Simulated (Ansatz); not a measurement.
Strength of the Se–Sn bond: SnH2(SeH)2 → SnH2(SeH) + HSe

Species: SnH2(SeH)2, singlet; SnH2(SeH), doublet; HSe, doublet. 

Shapes, held fixed at every level: PBE0-D4/def2-TZVP. Flexible molecules stand in one conformer, not always the lowest. Programs: Ansatz 0.2.0. The zero-point and thermal change to 298 K, harmonic and unscaled (PBE0-D4/def2-TZVP), is -8.3 kJ/mol.

```tsv
level	kind	ΔH(298 K) (kJ/mol)	less CCSD(T)/def2-TZVPP
MP2/def2-SVP	perturbation theory	+265.5	-4.2
HF/def2-TZVPP	Hartree–Fock	+176.8	-92.9
PBE-D4/def2-TZVPP	GGA	+269.3	-0.4
r2SCAN-D4/def2-TZVPP	meta-GGA	+263.7	-6.0
BHLYP-D4/def2-TZVPP	global hybrid	+257.9	-11.8
B2PLYP/def2-TZVPP	double hybrid	+259.8	-9.9
CCSD(T)/def2-TZVPP	coupled cluster or CI	+269.7	0.0
```

The highest level, CCSD(T)/def2-TZVPP, gives ΔH(298 K) = +269.7 kJ/mol; the levels span +176.8 to +269.7. The column of differences is taken from that level and isn't an error. Hartree–Fock misses the correlation of the pair that is broken and comes out low. No measured value is set beside it here. Open shells run unrestricted. For atoms past krypton def2 sets carry core potentials with scalar relativity. Relativity is left out for Se. Outer-core shells of Se, Sn are correlated in most correlated rows, in sets that cover them unevenly.

Breaking the Sn–Se bond homolytically costs +269.7 kJ/mol at the coupled-cluster level, as befits a fairly strong, polar single bond between heavy p-block atoms. Most of this is already present at Hartree–Fock, so orbital overlap and the polarity from selenium's higher electronegativity supply the larger part of the binding. Correlation adds the rest: two electrons share a compact σ bond in the molecule but sit on separate radicals afterwards, one largely in a Se 4p orbital and the other in a tin-centred hybrid.

Every level that includes correlation lies within 11.8 kJ/mol of coupled cluster, so the bond strength doesn't hinge on one functional. The near-coincidence of PBE-D4 with the reference doesn't establish it as the more accurate functional for such bonds, and the closeness of MP2 in its smaller basis may owe something to cancelling errors. Spin–orbit coupling, which stabilises the orbitally degenerate HSe radical to first order, would lower the dissociation enthalpy somewhat.
